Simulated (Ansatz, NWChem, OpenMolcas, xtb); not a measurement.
Redistribution: C2H4F2 + CClF3 → CHClF2 + C2H3F3

Species: C2H4F2 `CC(F)F`, singlet; CClF3 `FC(F)(F)Cl`, singlet; CHClF2 (difluorochloromethane) `FC(F)Cl`, singlet; C2H3F3 (1,1,1-trifluoroethane) `CC(F)(F)F`, singlet. The partners trade CH3 for Cl; both sit on C, so the bond types are kept.

Shapes, held fixed at every level: PBE0-D4/def2-TZVP. Programs: Ansatz 0.2.0, NWChem 7.3.0, OpenMolcas 26.06, xtb 6.7.1. A level may come from different programs for different species; with the same settings they agree closely. The zero-point and thermal change to 298 K, harmonic and unscaled (PBE0-D4/def2-TZVP), is +0.6 kJ/mol.

(1) Estimate the reaction enthalpy at 298 K.

Answers

(1) From tabulated heats of formation (Active Thermochemical Tables, CRC Handbook of Chemistry and Physics), ΔH(298 K) = -16.6 kJ/mol. Nearest: CCSD/def2-SVP (-2.4); farthest: CCSD(T)/CBS estimate (-6.0). 8 of 8 levels lie within 10 kJ/mol. The heats of C2H3F3 come from older tables and can be uncertain by 10 kJ/mol or more. The CBS estimate extrapolates MP2 from def2-TZVPP and def2-QZVPP and adds CCSD(T) − MP2 in the triple-zeta set, cores frozen.

```
               level                    kind  ΔH (kJ/mol)  computed − measured
            GFN2-xTB          semi-empirical        -13.3                 +3.3
       PBE0/def2-SVP           global hybrid        -19.1                 -2.5
 B3LYP-D4/def2-TZVPP           global hybrid        -21.8                 -5.2
  PBE0-D4/def2-TZVPP           global hybrid        -21.3                 -4.7
  wB97M-V/def2-TZVPP  range-separated hybrid        -21.1                 -4.5
      MP2/def2-TZVPP     perturbation theory        -22.4                 -5.8
       CCSD/def2-SVP   coupled cluster or CI        -19.0                 -2.4
CCSD(T)/CBS estimate   coupled cluster or CI        -22.6                 -6.0
```

Every level makes the exchange exothermic, so a third fluorine is worth more on the carbon that carries methyl than on the one that carries chlorine. Because the bond types are conserved, the driving force lies in how the substituents on one carbon interact. Methyl is the better σ donor: it can feed the C–F antibonding orbitals and ease the positive charge that builds up on a fluorinated carbon, whereas electronegative chlorine competes with fluorine for the same electron density.

The hybrids with the larger basis, MP2 and the CCSD(T) estimate fall between -21.1 and -22.6 kJ/mol, which suggests that the reaction is insensitive to the treatment of correlation and that the remaining offset from the tabulated value comes mostly from the reference data. The closer match of CCSD/def2-SVP is then probably fortuitous, since PBE0 in the same small basis gives nearly the same enthalpy. The energies alone cannot separate hyperconjugation from electrostatics as the source of the preference.
